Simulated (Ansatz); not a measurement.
Ti3O4 (I4/mmm), a vibration from a frozen displacement

The calculation used DFT PBEsol, scalar-relativistic, plane waves, PAW in Ansatz 0.2.0. Settings: plane waves to 420 eV, k-mesh 14×14×14 (Γ-centred), Gaussian smearing 0.15 eV. No spin polarisation. Energies are free energies at this smearing, counted from the undisturbed cell; pressure is positive in compression.

The undisturbed cell (relaxed at this level; it needn't be the usual structure):

```
Ti O
1.0
    -2.05004    2.05004    4.04887
     2.05004   -2.05004    4.04887
     2.05004    2.05004   -4.04887
Ti O
3 4
Direct
  0.25000 0.75000 0.50000
  0.50000 0.50000 0.00000
  0.75000 0.25000 0.50000
  0.00000 0.50000 0.50000
  0.24269 0.24269 0.00000
  0.50000 0.00000 0.50000
  0.75731 0.75731 0.00000
```

Every O atom is moved by x along the Cartesian unit vector (0.707, 0.707, 0.000); the cell and all other atoms stay fixed. The cell's volume is 68.06 Å³; the moved atoms weigh 63.996 u together and the others 143.601 u. Some rows repeat others by symmetry and weren't run.

```csv
x (Å),ΔE (meV/cell),total force on the moved atoms along the move (eV/Å),pressure (GPa)
-0.1000,200.01,4.0246,1.6811
-0.0875,152.91,3.5122,1.2876
-0.0750,112.19,3.0031,0.9462
-0.0500,49.76,1.9938,0.4203
-0.0250,12.42,0.9943,0.1046
0.0000,0.00,0.0000,-0.0007
0.0250,12.42,-0.9943,0.1046
0.0500,49.76,-1.9938,0.4203
0.0750,112.19,-3.0031,0.9462
0.0875,152.91,-3.5122,1.2876
0.1000,200.01,-4.0246,1.6811
```

Question: What frequency belongs to this motion?

Answer: The force constant is k = −dF/dx = 39.773 eV/Å², from the parabola through x = -0.0250, 0 and 0.0250. In every cell the moved atoms swing against the rest, so the mass is μ = m₁m₂/(m₁ + m₂) = 44.268 u, and ν̃ = 521.5 cm⁻¹ × √(|k|/μ) = 494 cm⁻¹. The pattern needn't be a normal mode: ν̃² is then a weighted mean of the squared nonzero frequencies at the zone centre of this cell, so it lies between the lowest and the highest of them.

Question: How far does the harmonic law reach?

Answer: At x = -0.100 Å, kx²/2 = 198.87 meV against the computed 200.01 meV (+0.6 %): the well is still close to harmonic there.

Question: The pressure changes with x². What does that say about the frequency under compression?

Answer: With E = k(V)x²/2, k ∝ V^(−2γ) and x scaling with the cell as V^(1/3), P − P0 = −∂E/∂V = (2γ − 2/3) ΔE/V. At x = 0.0500 Å, V(P − P0) = 68.06 × 0.42107 / 160.2 eV = 178.88 meV and ΔE = 49.76 meV, so γ = 1/3 + V(P − P0)/(2ΔE) = 2.13. This is the Grüneisen parameter of the motion under uniform scaling of the cell: shrinking the cell evenly by 1 % in volume raises the frequency by about 2.13 %.

No gap shows at this level, though a semilocal functional can close a small gap that the real compound has; without a gap these slopes depend on the k mesh and the smearing.

Cost: 6 runs of about 20 core-minutes in all, on Intel Xeon Processor @ 2.50GHz (Skylake/Cascade Lake) (shared hosts).

Shifting the oxygen sublattice against titanium meets a restoring force in both directions, so the undisturbed cell shows no polar instability along this path. The diagonal shift shortens some Ti–O contacts while stretching others. The linear terms cancel by symmetry, and the steep short-range repulsion probably supplies much of the stiffness and the slight hardening at larger amplitude. Off-centring in titanates with an empty d shell is driven by mixing of O 2p with empty Ti 3d states. Here the formal titanium valence lies below four, so some d states are filled, and this occupation together with metallic screening probably weakens that drive.

The positive Grüneisen parameter fits the same picture: compressed Ti–O contacts stiffen, and the displaced lattice pushes outward. This motion would therefore favour thermal expansion, though the sign of the total expansion depends on all the phonons and the elastic response. Because the oxygen atoms move rigidly together, the positive curvature doesn't rule out a soft mode in which inequivalent oxygens move by different amounts or in opposite directions.
